## Problem: promoting 4s and 3d electrons into 4p in Br³⁺

The table lists self-consistent relativistic LDA energies of Br³⁺ with its 32 electrons placed in ten ways. The zero of energy is the first row, in which 3d, 4s and 4p1/2 are full and 4p3/2 is empty. Every other row moves charge into 4p3/2, and 4p1/2 stays full throughout. Let x be the number of electrons taken from 4s and y the number taken from 3d5/2, so that 4p3/2 holds x + y. E(x, y) is the energy above the lowest configuration listed, and ε(4p) is the highest eigenvalue, which belongs to 4p3/2 in the known rows with x + y > 0. The n/a entries of the first row mark values that are not listed; its highest filled level is 4p1/2. Rows with half-integer x or y are interpolation points with a smeared density, not states of the ion. The results for (x, y) = (2, 1) and (0, 2) are withheld.

Quantum ESPRESSO ld1.x 7.5, all-electron Dirac Kohn-Sham calculations of Br3+ with the LDA (Slater exchange, VWN5 correlation), spherical densities, no spin polarisation and a point nucleus. Energies are differences between self-consistent total energies, and the eigenvalues are those of occupied levels.

```csv
configuration,energy above the lowest configuration listed (eV),highest eigenvalue (eV),highest level
[Ar] (3d3/2)4 (3d5/2)6 (4s1/2)2 (4p1/2)2,0.000,n/a,n/a
[Ar] (3d3/2)4 (3d5/2)6 (4s1/2)1.5 (4p1/2)2 (4p3/2)0.5,7.294,-40.164,4p3/2
[Ar] (3d3/2)4 (3d5/2)6 (4s1/2)1 (4p1/2)2 (4p3/2)1,14.619,-40.518,4p3/2
[Ar] (3d3/2)4 (3d5/2)6 (4s1/2)0.5 (4p1/2)2 (4p3/2)1.5,21.975,-40.865,4p3/2
[Ar] (3d3/2)4 (3d5/2)6 (4p1/2)2 (4p3/2)2,29.361,-41.206,4p3/2
[Ar] (3d3/2)4 (3d5/2)5.5 (4s1/2)2 (4p1/2)2 (4p3/2)0.5,33.778,-41.184,4p3/2
[Ar] (3d3/2)4 (3d5/2)5 (4s1/2)2 (4p1/2)2 (4p3/2)1,70.291,-42.543,4p3/2
[Ar] (3d3/2)4 (3d5/2)5 (4s1/2)1 (4p1/2)2 (4p3/2)2,85.709,-43.205,4p3/2
[Ar] (3d3/2)4 (3d5/2)5 (4p1/2)2 (4p3/2)3,?,?,?
[Ar] (3d3/2)4 (3d5/2)4 (4s1/2)2 (4p1/2)2 (4p3/2)2,?,?,?
```

### (a) How does the cost of moving charge change along the 4s path and along the 3d path, and why? Do the two promotions add?

**Solution.** The four half-electron steps from 4s cost 7.294, 7.325, 7.356 and 7.386 eV. Each is dearer than the one before, but only by about 0.03 eV. The two known half-steps from 3d5/2 cost 33.778 and 36.513 eV, a rise of 2.735 eV. Both paths bend upward, and the 3d path bends about 90 times as strongly.

The promotion leaves the charge of the ion unchanged and only carries electron density from one radius to another. The first portion moved leaves a positive region where it came from and a negative region where it landed, and the next portion has to be moved against the field so created. How strong that field is depends on how different the two orbitals are, and two limits bracket the problem.

If donor and acceptor had the same spherical density, the move would change nothing in the potential. Every portion would cost the same, and E would be a straight line. The pair 4s, 4p is near this limit, since both are n = 4 orbitals that overlap over most of their extent.

If the donor were a tight shell wholly inside the acceptor, a hole in it would look to the valence electrons like extra nuclear charge. The remaining electrons of the tight shell would lose a close neighbour and become much more strongly bound, while the distant acceptor would gain far less, because the moved charge now repels it from its own radius. The gap would open quickly. The nodeless 3d shell, which lies well inside n = 4, is near this limit.

Janak's theorem turns the picture into a formula. The derivative of the total energy with respect to an occupation is the eigenvalue of that level, so

∂E/∂x = ε(4p) − ε(4s), ∂E/∂y = ε(4p) − ε(3d).

Expanding to second order,

E = ax + by + ½Ax² + ½By² + Cxy,

where a and b are the initial gaps and A, B and C say how the gaps move. Write U(i, j) for the shift of level i when an electron is added to level j. Then A = U(s,s) − 2U(s,p) + U(p,p), and B is the same with d in place of s. For frozen orbitals and Coulomb repulsion alone, A is the electrostatic interaction of the difference density ρ(4p) − ρ(4s) with itself. It is positive and vanishes when the two densities coincide. Relaxation of the orbitals and local exchange reduce it, but it still vanishes when the two densities coincide.

A least-squares fit of the five constants to the seven known excited rows gives A = 0.123 eV, B = 10.94 eV and C = 0.799 eV. Only the 4s path checks the form: there four rows fix two constants, and the largest residual is 0.0003 eV, inside the 0.0005 eV to which the table is rounded. The rows (0, ½), (0, 1) and (1, 1) fix b, B and C exactly, so their perfect reproduction says nothing.

The eigenvalue column shows half of the mechanism directly. Along both paths ε(4p) deepens from row to row, although 4p3/2 is being filled: by about 0.70 eV per electron near x = 1 and by 2.74 eV per electron near y = ½. Charge that leaves an inner region screens the nucleus less, and more so when it leaves 3d. A deepening acceptor would by itself make further promotion cheaper. Since the cost rises, the donor must deepen faster, and Janak's theorem says by how much. For 4s the rate is −0.70 − 0.12 = −0.82 eV per hole, so 4s and 4p sink almost together and their gap hardly moves. For 3d it is −2.74 − 10.94 = −13.7 eV per hole, five times the rate of 4p. These donor rates are inferred from the same energies, and the 4s and 3d5/2 eigenvalues printed by the same runs agree with them. The printed mean radii fit the picture too: in the reference row 3d lies at about a third of the 4p radius and 4s at nearly nine tenths. That compactness is the cause still rests on the argument above.

The promotions do not add. Moving one 4s electron costs 14.619 eV with 3d full and 85.709 − 70.291 = 15.418 eV with one 3d hole, which is 0.799 eV or 5.5 % more. The standard reason is penetration. A 3d hole raises the charge seen by the valence shell, and 4s, which has more density inside and around the 3d shell than 4p, gains more binding, so the s–p gap widens. In the electrostatic picture C is the interaction between the two difference densities, and for a positive interaction it cannot exceed √(AB) = √(0.123 × 10.94) = 1.16 eV. The value 0.799 eV respects this bound and reaches about seven tenths of it, which suits two moves that both carry charge outward.

One consequence concerns eigenvalue gaps. The initial slope b is about 65 eV, so the gap ε(4p) − ε(3d) of the reference falls some 5 eV short of the 70.291 eV that the full promotion costs. For 4s the shortfall is 14.619 − 14.558 = 0.061 eV. A ground-state gap is a good estimate of the total-energy difference for the 4s path and a poor one for the 3d path.

### (b) Predict E, ε(4p) and the highest level for (2, 1) and (0, 2), each with an error bar.

**Solution.** The two rows pose different risks. The row (2, 1) extends the well-sampled 4s direction by one step on top of an existing 3d hole. The row (0, 2) doubles the range of the strongly curved direction, on which only two points besides the zero are known.

*Row (2, 1), worked in full.* This row was not part of the fit. If the promotions simply added, the energy would be E(2,0) + E(0,1) = 29.361 + 70.291 = 99.652 eV. Each of the two 4s electrons, however, pays the surcharge C:

E(2,1) = 99.652 + 2 × 0.799 = 101.250 eV.

The same number follows from stepping along the 4s path in the presence of the hole. The first move costs 15.418 eV, the second costs A more, and 85.709 + 15.418 + 0.123 = 101.250 eV. The second route exposes the assumption: the curvature A, measured with 3d full, is taken to hold with a 3d hole. The error is the change of A per 3d hole, a third-order term in x²y that no known row measures. Rounding contributes at most about 0.003 eV.

A size for third-order terms can be had from the eigenvalues, because ε(4p) is a first derivative of the energy and its curvatures are therefore third derivatives. A full quadratic in x and y, six constants fitted by least squares to the seven known eigenvalues, has curvatures of 0.026 eV (xx), 0.085 eV (yy) and 0.052 eV (xy). The largest serves as the bar. This is a proxy, not a derivation, and the sign of the missing term is not forecast. For the eigenvalue the same stepping gives 2 × (−43.205) + 42.543 + 0.026 = −43.841 eV, and the bar is the size of the last term kept.

*Row (0, 2).* A straight line would give 2 × 70.291 = 140.582 eV, which part (a) already rules out. The parabola through the zero and the two known points gives

E(0,2) = 6 × 70.291 − 8 × 33.778 = 151.522 eV.

The weights 6 and 8 amplify rounding to 14 × 0.0005 = 0.007 eV, which is harmless. The danger is a cubic term Dy³/6. Such a term departs from the parabola through the three points by (D/6) y (y − ½)(y − 1), which is zero at the known rows and D/2 at y = 2. The known rows cannot fix D, so it has to be argued.

Physically D should be positive. Each hole lets the remaining 3d electrons contract, a tighter shell has a larger mutual repulsion, and so the curvature grows with y. A one-parameter variational model gives a size. Put N electrons in hydrogenic 3d orbitals of exponent ζ around an effective core charge Z₀. In hartree, each has kinetic energy ζ²/18 and attraction −Z₀ζ/9, and each pair repels by fζ, where f = 793/9216 is the spherical Coulomb integral of a hydrogenic 3d orbital:

E(N, ζ) = Nζ²/18 − NZ₀ζ/9 + ½N(N − 1)fζ.

Setting ∂E/∂ζ = 0 gives ζ = Z₀ − s(N − 1) with s = 9f/2 = 0.387, close to the 0.35 of Slater's rules, and at the minimum E = −Nζ²/18. This is a cubic in N. Its third derivative is −s²/3, and counted in holes it is +s²/3 hartree, or D = 1.36 eV, whatever Z₀ is. The shift at y = 2 is D/2 = 0.68 eV, which lifts the estimate to 152.20 eV. With this D included, B refits from 10.94 to 10.26 eV and b moves by 0.11 eV, so neither constant is known more finely than that.

The model ignores the valence electrons, the arrival of charge in 4p and the local form of exchange, so D is given ±100 %. The lower edge of the bar is then the pure parabola. For the eigenvalue, a straight line through y = ½ and y = 1 reaches −42.543 − 2 × 1.359 = −45.261 eV, and the fitted curvature adds 0.064 eV. That last term, rounded up, is the bar.

The forecasts are:

- (2, 1): E = 101.25 ± 0.09 eV, well above the additive 99.65 eV; ε(4p) = −43.84 ± 0.03 eV.
- (0, 2): E = 152.2 ± 0.7 eV, above the pure quadratic 151.52 eV and far above the linear 140.58 eV; ε(4p) = −45.20 ± 0.07 eV.
- The highest level is 4p3/2 in both rows, since the donors lie far deeper (about −55 eV for 4s and −111 eV for 3d5/2 by Janak's theorem) and 4p1/2 lies below 4p3/2.

The energy of (0, 2) is the riskier forecast, a long extrapolation that rests on an argued D.

### (c) Compare with the computed values. What do the hits and misses show, and how far do they carry over to the real ion?

The withheld rows as computed:

```csv
configuration,energy above the lowest configuration listed (eV),highest eigenvalue (eV),highest level
[Ar] (3d3/2)4 (3d5/2)5 (4p1/2)2 (4p3/2)3,101.240,-43.846,4p3/2
[Ar] (3d3/2)4 (3d5/2)4 (4s1/2)2 (4p1/2)2 (4p3/2)2,151.797,-45.209,4p3/2
```

**Solution.** All four numbers fall inside their bars and both levels are 4p3/2, but the hits are of unequal worth.

For (2, 1) the computed 101.240 eV lies 0.010 eV below the forecast, about a ninth of the bar, whereas simple addition misses by 1.588 eV. The surcharge C therefore applies to the second 4s electron as to the first, and this is a real test, since C came from one row alone. The small miss is about three times the largest possible rounding error and has a definite reading. The 4s curvature with a 3d hole is 101.240 − 2 × 85.709 + 70.291 = 0.113 eV, against 0.123 eV without. The bar was much too wide. It took the size of one curvature of ε(4p), whereas the change of A is a difference of two: the mixed xy curvature of ε(4p) minus that of ε(4s). The eigenvalues of the same runs put these at about 0.05 and 0.06 eV, so they nearly cancel, as the 4s and 4p terms do in A itself. Why A falls and does not rise is not proved by the table. The mean radii of the same runs suggest a reason: with a 3d hole 4s and 4p lie closer together, which leaves a smaller difference density.

For (0, 2) the computed 151.797 eV lies 0.405 eV below the centre of the forecast, 0.6 of the bar. Relative to the row's energy above the reference this is 0.27 %, but that figure flatters, because most of the total is the known 2 × 70.291 eV. The quantity really forecast was the extra cost of the second hole. The first 3d promotion costs 70.291 eV and the second 81.506 eV, a rise of 11.215 eV, and on that scale the miss is 3.6 %. The direction was right: the result lies above the parabola, by 0.275 eV, some forty times the amplified rounding. The size was not. The uncorrected parabola came closer than the corrected centre, so the hydrogenic term predicted a sign and an order of magnitude and improved nothing beyond that.

The numbers show that the curvature grows along the path, from 10.94 eV around y = ½ to 11.215 eV around y = 1. Read as a pure cubic, this is D = 2 × 0.275 = 0.55 eV, or 0.40 of the hydrogenic value. One row cannot separate a cubic from higher terms, but the 3d5/2 and 4p3/2 eigenvalues of the same runs can: the second derivative of their gap is nearly the same near the start of the path as over its whole length, so the cubic reading holds well. Theory shows what the model left out. The transfer changes two occupations at once, and the third derivative along it is

D = −E_ddd + 3E_ddp − 3E_dpp + E_ppp,

where subscripts denote derivatives with respect to the 3d and 4p occupations. The model kept only the first term. The second is the change of the 3d–3d curvature on adding a 4p electron. An added valence electron helps to screen a 3d hole, which should make that term negative, and it enters with weight three. That alone would lower D, as the miss requires. The third term has the same weight, however, and probably works the other way: an added 3d electron screens the nucleus, the 4p shell swells and its mutual repulsion falls, so E_dpp should be negative too and −3E_dpp positive. The net effect of the omitted terms is not settled here. The hydrogenic shape and the neglect of exchange could matter as much, and the table does not divide the blame.

Both eigenvalues came out slightly deeper than forecast, −43.846 and −45.209 eV, by 0.005 and 0.012 eV, each about a fifth of its bar or less. The second extrapolation leans on a fitted ε(4p) of −39.80 eV for the empty level of the reference and multiplies rounding errors to about 0.01 eV, so the table alone cannot explain that miss. The same extrapolation with the unrounded eigenvalues of the runs leaves a miss of the same size, so it is real: the upward bend of ε(4p) weakens slightly along the path. The eigenvalue was easier to forecast than the energy because 4p watches the hole from outside and its shift bends little, while most of the cubic term in the energy comes from the 3d level.

The success of the extrapolation is a property of the method as much as of the ion. A local functional evaluates fractional and integer occupations with one smooth expression, so half-electron rows carry information about a double hole. In an exact ensemble treatment the energy between two integer configurations is a straight line in the mixing weight, and a half-step would reveal nothing about the second hole. The difference across integer rows, 11.215 eV, has a physical counterpart, the net interaction between two 3d-to-4p promotions. The bend between y = 0 and y = 1 has none, and comes from the smeared density and its self-interaction.

The comparison with spectra is limited more severely than the misses suggest. The densities are spherical and unpolarised, so each row is an average-like energy with no terms. The zero is the closed subshell (4p1/2)², not the resolved ground level of 4p². In 4s¹4p³ the exchange gain of aligning spins is absent, so the lowest real term lies below the average that 14.619 eV stands for. Term splittings of open 4p and 3d shells are of the order of electronvolts, larger than the 0.4 eV miss for the double hole. Breit and QED corrections are missing. Br³⁺ ionises near 48 eV (a rough recalled value), so the rows with one or two full 3d holes lie in the continuum and could autoionise; the calculation holds them bound by imposing the occupations. The eigenvalues near −40 eV are not ionisation energies either, and are used here only as slopes.

For a neighbouring case the rule is to compare the radial extent of donor and acceptor. A move from 4p1/2 to 4p3/2, between orbitals of nearly the same density, should be flatter than the 4s path. A hole in a shell tighter than 3d should bend the curve more. A core hole should widen the valence s–p gap through penetration, as it does here. These are expectations from the electrostatic argument, not results of the table.
